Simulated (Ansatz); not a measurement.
# A series in volume scale on Pd

Plane-wave DFT, scalar-relativistic PAW made under PBE with cores redone for the functional, no dispersion; the given relaxed cell is scaled uniformly, energy at zero smearing counts from the unscaled cell, pressure at the given Fermi-Dirac smearing is positive in compression. The results are calculated, by Ansatz 0.2.0.

The cell before it is scaled or strained (space group Im-3m, No. 229):
```
Pd
1.0
      3.0538     0.0000     0.0000
      0.0000     3.0538     0.0000
      0.0000     0.0000     3.0538
Pd
2
Direct
  0.00000 0.00000 0.00000
  0.50000 0.50000 0.50000
```

Settings of every row: spin polarised yes; functional LDA; wave cutoff 420 eV; smearing width 0.05 eV; k mesh 12x12x12.

Atom:
| element | starting moment (Bohr magneton) |
| --- | --- |
| Pd | 0.5 |
| Pd | -0.5 |

Limits: search for a lower magnetic state is off; the cell comes from a prototype or a list of computed structures and needn't be the stable phase.

| row | volume scale | V (Å³/atom) | energy change per atom (meV) | pressure (GPa) |
| --- | --- | --- | --- | --- |
| 1 | 0.88 | 12.531 | 188.56 | 40.19 |
| 2 | 0.92 | 13.1 | ? | ? |
| 3 | 0.96 | 13.67 | 17.92 | 10.42 |
| 4 | 1.04 | 14.809 | 13.99 | -7.6 |
| 5 | 1.08 | 15.379 | 52.65 | -13.68 |
| 6 | 1.12 | 15.948 | 110.28 | -18.33 |

Largest site moment is 0 Bohr magneton in every row.

Question: what energy change per atom and pressure should row 2 give?

Worked fit of energy change per atom. Take u = (V_r/V)^(2/3) − 1 with V_r = 14.809 Å³ an atom, which is twice the finite (Eulerian) strain; such expansions in the strain, on which the Birch-Murnaghan equation of state is built, carry the rest volume and the bulk modulus. The shown rows have u = 0.11779, 0.0548, 0, -0.02486, -0.0482. Least squares give energy change per atom = 12.34 − 1032.154 × u + 21415.48 × u² meV; a straight line predicts inner rows, each left out in turn, worse (root mean square 72 against 3.6 meV). The rows lie off it by 0.67, -2.17, 1.65, 1.42, -1.56 (root mean square 1.6 meV). The withheld row has u = 0.08518, so the fit gives 12.34 − 1032.154 × (0.08518) + 21415.48 × (0.08518)² = 79.80 meV.

The calculation gave 76.9 meV. The fit lies 2.90 meV (3.8 % of the value, 1.7 % of the column's range) above it; its largest miss of a shown row is 2.17 meV.

Worked fit of pressure. Take u = (V_r/V)^(2/3) − 1 with V_r = 14.809 Å³ an atom, which is twice the finite (Eulerian) strain; such expansions in the strain, on which the Birch-Murnaghan equation of state is built, carry the rest volume and the bulk modulus. The shown rows have u = 0.11779, 0.0548, 0, -0.02486, -0.0482. Least squares give pressure = −7.736 + 272.088 × u + 1140.37 × u² GPa; a straight line predicts inner rows, each left out in turn, worse (root mean square 3.8 against 0.3 GPa). The rows lie off it by 0.05, -0.18, 0.14, 0.12, -0.13 (root mean square 0.13 GPa). The withheld row has u = 0.08518, so the fit gives −7.736 + 272.088 × (0.08518) + 1140.37 × (0.08518)² = 23.71 GPa.

The calculation gave 23.45 GPa. The fit lies 0.26 GPa (1.1 % of the value, 0.44 % of the column's range) above it; its largest miss of a shown row is 0.18 GPa.
